The band gap is the energy between the highest filled and the lowest empty electron level of a crystal. It was computed here for InP with the r2SCAN functional and spin-orbit coupling, in cells compressed or stretched equally in all directions. In every cell the band gap equals the least direct gap, so an electron can cross it without a change of crystal momentum.

Zinc-blende InP computed with Ansatz 0.2.0 using r2SCAN with spin-orbit coupling, in 2-atom cells with edges strained equally by −4 to +4 % from the r2SCAN geometry. Plane waves with PAW potentials, cutoff 500 eV, 8×8×8 k mesh, Fermi–Dirac smearing of 0.02 eV. Gaps are the least found over the mesh, the high-symmetry k points and the paths between them.

| volume (Å³/atom) | shortest distance (Å) | band gap (eV) | least direct gap (eV) |
| --- | --- | --- | --- |
| 22.801 | 2.456 | 1.703 | 1.703 |
| 23.521 | 2.481 | 1.527 | 1.527 |
| 24.256 | 2.507 | 1.351 | 1.351 |
| 25.006 | 2.532 | 1.175 | 1.175 |
| 25.771 | 2.558 | 1.000 | 1.000 |
| 26.552 | 2.584 | 0.825 | 0.825 |
| 27.349 | 2.609 | 0.653 | 0.653 |
| 28.161 | 2.635 | 0.483 | 0.483 |
| 28.989 | 2.660 | 0.315 | 0.315 |

The gap falls at every step of expansion, from 1.70 to 0.32 eV, while the shortest In–P distance grows by only about 8 %. So strong a response suggests that the gap depends mainly on how neighbouring atoms interact.

The limit of widely separated atoms offers an explanation. There the indium 5s level is expected to lie below the phosphorus 3p level, by a few eV in a functional of this kind, so the gap exists only because the couplings between neighbours reverse that order. As the atoms approach, indium 5s combines with phosphorus 3s, and the upper, antibonding combination is pushed up to become the lowest empty level. The phosphorus 3p level combines with indium 5p, and the lower, bonding combination becomes the highest filled level. Shorter bonds strengthen both couplings and widen the gap. Most of the change is expected from the empty level, which rises steeply; the filled level should move much less, partly because the filled indium 4d shell pushes it up and so works against the bonding. This account follows the standard theory of such crystals; the table itself shows only the resulting gap.

The same picture suggests a rule for hand use. Couplings between neighbours vary roughly as a power of their distance, so equal percentage changes of distance, or of volume, should shift the gap by similar amounts as long as the distance changes only modestly. Adding up many small percentage changes gives a logarithm, which for moderate strain is very nearly the volume difference divided by the mean of the two volumes:

gap ≈ 1.00 eV − 5.8 eV × (V − V₀) / V̄

Here V is the volume per atom, V₀ = 25.771 Å³ is its value in the nearly pressure-free crystal, and V̄ is the mean of V and V₀. The starting gap comes from the pressure-free row. The factor 5.8 eV comes from the rows on either side of it and is rounded to two figures. The other six rows test the rule, and both examples below are among them.

For the most compressed cell, V = 22.801 Å³:

- volume difference: 22.801 − 25.771 = −2.970 Å³
- divided by the mean volume of 24.29 Å³: −0.122
- gap: 1.00 + 5.8 × 0.122 = 1.71 eV; the full calculation gives 1.703 eV

For a stretched cell, V = 28.161 Å³:

- volume difference: 28.161 − 25.771 = 2.390 Å³
- divided by the mean volume of 26.97 Å³: 0.0886
- gap: 1.00 − 5.8 × 0.0886 = 0.49 eV; the full calculation gives 0.483 eV

Over the whole table the rule stays within about 6 meV of the computed gap. With the unrounded factor and the exact logarithm the largest miss is 11 meV, so 0.01 eV is a fair statement of its accuracy. A still simpler version, 0.175 eV less gap for each 1 % of added bond length, misses by at most 15 meV. Two different formulas thus serve almost equally well, and the logarithm is a convenient choice rather than an established law. A coupling that falls as a plain power of distance would be expected to steepen the slope under compression, whereas the computed slope per unit of ln V eases slightly there, from −5.807 eV beside the reference row to −5.661 eV at the compressed end. The coupling picture thus accounts for the direction of the trend, while the near-constant slope is an observation of this table. The printed analysis below compares them row by row.

A rule linear in pressure works much less well. Near the pressure-free state the gap widens by about 0.085 eV per GPa, but carrying this rate to the most compressed cell, at about 11 GPa, overestimates the gap by 0.24 eV. The reason is mechanical: the crystal stiffens as it is squeezed, so each further GPa shortens the bonds by less. Under tension it softens, the bonds lengthen more per GPa, and the same straight line again gives too large a gap. A known pressure should therefore first be converted into a volume, with the changing stiffness taken into account.

The rule also has an end on each side. If the trend goes on under stronger expansion, the two levels meet, by the rule near 30.6 Å³ per atom and so beyond the computed range, and a negative result would then mean that they have changed places, not that the gap is negative. Under stronger compression the lowest empty level may shift to another crystal momentum, because levels there respond less to the s coupling; whether and where this happens in InP is left open here. Real InP also changes to the rock-salt structure at a pressure close to that of the most compressed cell, so this cell may be only metastable, and the rule applies to the zinc-blende form alone. In a film strained only in its plane, the highest filled level splits, and the volume alone no longer fixes the gap.

Accuracy against the calculation must not be mistaken for accuracy against experiment. The measured gap is roughly 1.4 eV, about 0.4 eV above the computed starting value, an underestimate mostly to be expected from a functional without exact exchange. A smaller part arises because the computed pressure-free crystal is slightly larger than the real one, and expansion lowers the gap. For a real crystal it is reasonable to start from the measured gap, take the measured pressure-free volume as V₀, and keep the factor of 5.8 eV. That step assumes that the error of the functional hardly changes with volume, which is plausible but untested here.

The analysis program printed:

```
slope of the gap per unit of ln V from the two neighbours of the reference (eV): -5.834
change of the gap per 1 % of bond length near the reference (eV): -0.175
change of the gap per GPa near the reference (eV): 0.08542
fall of the gap over the whole table (eV): 1.388
largest miss of the hand rule (meV): 6.298
largest miss with the unrounded slope (meV): 11.39
largest miss of the rule linear in bond length (meV): 15
largest miss of the rule linear in pressure (meV): 235.4
rough recalled measured gap of 1.4 eV less the computed reference gap (eV): 0.4
Hand rule step by step:
     row  volume difference (Å³/atom)  mean volume (Å³/atom)  fractional change  estimated gap (eV)  estimate less computed (meV)
  22.801                        -2.97                  24.29            -0.1223               1.709                         6.298
  23.521                        -2.25                  24.65           -0.09129               1.529                         2.498
  24.256                       -1.515                  25.01           -0.06057               1.351                        0.2903
  25.006                       -0.765                  25.39           -0.03013               1.175                       -0.2358
  25.771                            0                  25.77                  0                   1                             0
  26.552                        0.781                  26.16            0.02985              0.8269                         1.852
  27.349                        1.578                  26.56            0.05941              0.6554                         2.407
  28.161                         2.39                  26.97            0.08863              0.4859                         2.945
  28.989                        3.218                  27.38             0.1175              0.3183                          3.32
Rivals and local slopes from the row before:
     row  unrounded slope miss (meV)  bond length rule miss (meV)  pressure rule miss (meV)  local slope per ln V (eV)  local stiffness (GPa)
  22.801                       11.39                           -3                     235.4                        n/a                    n/a
  23.521                       6.006                           -2                     126.4                     -5.661                  107.4
  24.256                        2.48                           -1                     53.46                      -5.72                  94.69
  25.006                      0.8133                            0                     12.83                      -5.78                  83.28
  25.771                           0                            0                         0                     -5.807                  72.97
  26.552                      0.8133                            0                     12.83                     -5.862                  63.59
  27.349                      0.2622                           -3                     45.54                     -5.816                  55.14
  28.161                     -0.4404                           -8                     96.63                      -5.81                  47.58
  28.989                      -1.511                          -15                     163.8                     -5.797                  40.71
```
